The band gap is the energy between the highest filled and the lowest empty electronic level of a crystal. Here it was computed for rock-salt SrO with the PBE density functional at nine fixed volumes. Its response to a uniform change of volume is summed up in a deformation potential, $a = dE_g/d\ln V$, where $E_g$ is the band gap and $V$ the volume. The simplest approximation treats $a$ as a constant, and in this table it fails.

Rock-salt SrO at nine fixed volumes, computed with Ansatz 0.2.0 (all-electron LAPW, PBE, scalar-relativistic, no spin polarization) on an 8×8×8 k mesh, with Fermi-Dirac smearing of 0.02 eV and a basis error target of 0.25 meV/atom. The band gap is taken on the k mesh, the smallest direct gap along a path through the Brillouin zone.

| volume (Å³/atom) | shortest distance (Å) | band gap (eV) | smallest direct gap on path (eV) |
| --- | --- | --- | --- |
| 15.952 | 2.517 | 3.272 | 3.299 |
| 16.292 | 2.535 | 3.288 | 3.332 |
| 16.631 | 2.553 | 3.301 | 3.362 |
| 16.801 | 2.561 | 3.306 | 3.375 |
| 16.971 | 2.570 | 3.311 | 3.388 |
| 17.140 | 2.578 | 3.316 | 3.399 |
| 17.310 | 2.587 | 3.320 | 3.410 |
| 17.649 | 2.604 | 3.327 | 3.429 |
| 17.989 | 2.620 | 3.331 | 3.445 |

**How the failure shows**

The band gap rises at every step of expansion, but each step brings less than the one before, measured per unit of $\ln V$. The slope is 0.74 eV between the two smallest volumes and 0.25 eV between the two largest. A constant deformation potential would give the same slope throughout. The gap column hides this at first sight, because the whole rise is only 0.06 eV on a gap of 3.3 eV.

The simple model is the first term of an expansion in strain,

$$E_g(V) \approx E_0 + a\,\ln(V/V_0),$$

with $V_0$ = 16.971 Å³/atom. It was fitted to the five rows within about 2 % of $V_0$, since a first-order law is meant for small strain. The fit gives $E_0$ = 3.311 eV and $a$ = 0.48 eV; the printed output follows this text.

The largest volume, which was not part of the fit, serves as a worked case. There $\ln(17.989/16.971) = 0.058$, so the model predicts a rise above $E_0$ of $0.48 \times 0.058 = 0.028$ eV. The calculation gives $3.331 - 3.311 = 0.020$ eV. The gap itself is thus wrong by less than 0.01 eV, but its change is overestimated by about 40 %.

The straight line also lies too high at the smallest volumes. Overshooting at both ends is the mark of a curve that bends downwards, whereas scatter would have no such pattern. The bend is strong: a single power law in the distance between atoms would need roughly the inverse 32nd power just to join the first slope to the last, far steeper than any familiar law of bonding.

**Why it arises: two large terms nearly cancel**

The lowest empty level lies at the point X of the Brillouin zone, where the wave changes sign from one atomic plane to the next. The highest filled level lies at Γ, where all cells are in phase. Both locations were read for the rows at 16.292 and 17.649 Å³/atom and are taken to hold for the others. The calculation also has a threefold empty level at Γ, which serves as a stepping stone between the two. Let $D$ be its height above the filled edge and $W$ the depth of the X level below it. Then

$$E_g = D - W, \qquad a = \frac{dD}{d\ln V} - \frac{dW}{d\ln V}.$$

This is bookkeeping and proves no cause, but it avoids the arbitrary zero of energy in a crystal.

Theory gives a plausible reason for the behaviour of $D$. The filled edge belongs mainly to oxygen 2p orbitals, the threefold level to strontium 4d orbitals; this is the standard assignment and was not projected here. The electrostatic potential of the surrounding ions lowers the energy of electrons at the oxygen site and raises it at the strontium site. Expansion weakens that potential, so the two levels approach each other and the gap tends to shrink. This accounts for the sign only: full point charges would be expected to give a fall several times steeper than the computed one.

$W$ is expected to come mainly from the coupling between strontium atoms. At Γ, sideways contacts between 4d orbitals in neighbouring planes are antibonding. At X the change of sign turns them into bonding contacts, which pushes the level down. Symmetry keeps oxygen 2p out of these 4d levels at both points, so the coupling among the 4d orbitals themselves is the natural source of $W$. Expansion weakens it, so $W$ shrinks and the gap tends to widen. The coupling among the 4d orbitals is expected to enter $D$ as well. Head-on contacts within each plane are bonding at both points and drop out of $W$. At Γ they are expected to outweigh the antibonding ones, so the threefold level should be lowered on balance and rise as the coupling fades. Part of the cancellation thus comes from the choice of stepping stone; only the difference $D - W$ is independent of it.

The widening wins, but narrowly. Between 16.292 and 16.801 Å³/atom the slopes of $D$ and $W$ are −2.23 and −2.84 eV, which leaves +0.61 eV for the gap. Between 17.140 and 17.649 Å³/atom they are −2.36 and −2.73 eV, which leaves only about +0.36 eV. Each part has changed by some 5 %, yet their difference has dropped by 40 %. (At the two inner volumes the threefold level was read from band minima, taken to lie at Γ as they do at the outer two.)

Because so little is left after the cancellation, even a small change in either part alters the deformation potential strongly. It therefore cannot be carried far from the volume where it was determined. That the slope of $D$ becomes steeper on expansion looks odd for an ionic potential that fades with distance. The deepest band of the calculation, the flat strontium 3s level, shows where this comes from. Measured from that level over the same two intervals, the filled edge rises at an almost constant 5.27 and 5.26 eV. The threefold level rises at 3.04 and 2.90 eV, the X level at 5.88 and 5.63 eV. Nearly the whole bend thus lies in the empty strontium levels, whose rise slows down, as expected for a bonding coupling that fades with distance.

**The cancellation magnifies the error of an inverse-fifth-power rule**

A simple rule lets the coupling between d orbitals fall as the inverse fifth power of their distance. Applied to $W$ between 16.292 and 17.649 Å³/atom, it predicts a shrinkage of 0.38 eV, where the calculation gives 0.22 eV. That is about 70 % too much. Once the fall of $D$ is subtracted, the error weighs far more: the predicted rise of the gap is 0.20 eV instead of 0.04 eV, five times the computed one. The rule was made for compact d shells, and the empty 4d orbitals of strontium are probably too diffuse for it.

**Where even the sign may fail**

There is also a single empty level at Γ, of mainly strontium 5s character by the usual assignment. It sinks quickly towards the X level on expansion, as expected for a diffuse state that the oxygen ions push up in energy when the crystal is compressed. Its height above the X level shrinks from 1.04 eV at 16.292 Å³/atom to 0.41 eV at 17.649 Å³/atom. A line through these two rows puts the crossing near 18.6 Å³/atom, just beyond the table. Past that point the gap should shrink on expansion, while the straight line would still make it grow. In SrO the sign of the response thus depends on which empty level is lowest: with the d level at X the gap widens on expansion over the range of the table, with the s level at Γ it would narrow. The widening is itself running out: at its rate of decline the slope would reach zero near the same volume, even without the crossing. The other end of the table is also close to a change. The smallest direct gap lies 0.114 eV above the band gap at the largest volume but only 0.027 eV above it at the smallest, so slightly stronger compression would probably make the gap direct, with a steeper slope.

**What this means for use**

The computed pressure passes through zero between 17.310 and 17.649 Å³/atom, where the slope is 0.34 eV. The fitted value of 0.48 eV, valid around 16.971 Å³/atom, would overstate the response of the unstressed crystal by 40 % or a little more. A deformation potential for SrO should be quoted together with its volume.

A second failure leaves no trace in these smooth numbers. The measured gap at the crystal's normal volume lies, as a rough recalled figure, above 5 eV, and every gap in the table is lower than that by well over 1 eV. Lattice vibrations are absent from the calculation, but they usually narrow a gap, so including them would not remove the shortfall. A main cause is that the PBE potential lacks the jump that the exact one makes when an electron is added. Only a comparison with experiment or a higher level of theory reveals this error.

Numerical output:

```
Slope from the row above to this row, eV per unit ln V:
     row  gap slope  direct gap slope
  16.292     0.7393             1.565
  16.631     0.6332             1.457
  16.801     0.5543             1.278
  16.971      0.505             1.291
   17.14     0.4578              1.11
   17.31     0.4088             1.115
  17.649     0.3413            0.9796
  17.989     0.2532            0.8385
fit of gap on 5 rows (abs(strain) < 0.025): constant 3.311 +/- 0.00023, coefficient of strain 0.4822 +/- 0.017; rms 0.000405, worst 17.31 0.000486, leave-one-out rms 0.000841
  rows outside the fit (model, value, miss): 15.952 3.281, 3.272, 0.00902; 16.292 3.291, 3.288, 0.00359; 17.649 3.33, 3.327, 0.00322; 17.989 3.339, 3.331, 0.00759
Rise of the gap over the whole series, eV: 0.05938
First gap slope over last gap slope: 2.92
Inverse power of distance that a single power law would need: 32.12
Slope of triplet above valence top, 16.292 to 16.801, eV per ln V: -2.228
Slope of triplet above valence top, 17.140 to 17.649, eV per ln V: -2.362
Slope of X depth below triplet, 16.292 to 16.801, eV per ln V: -2.835
Slope of X depth below triplet, 17.140 to 17.649, eV per ln V: -2.726
Difference of the two slopes, 16.292 to 16.801, eV per ln V: 0.607
Difference of the two slopes, 17.140 to 17.649, eV per ln V: 0.364
Fall of triplet above valence top, 16.292 to 17.649, eV: 0.1836
Computed shrinkage of X depth, 16.292 to 17.649, eV: 0.2226
Shrinkage of X depth by the d^-5 law, eV: 0.383
Computed gap rise, 16.292 to 17.649, eV: 0.03895
Gap rise if X depth followed d^-5, eV: 0.1994
Empty Gamma singlet above X minimum at 16.292, eV: 1.035
Empty Gamma singlet above X minimum at 17.649, eV: 0.4146
Rough volume where they would cross, two-row line in ln V, A^3 per atom: 18.62
```
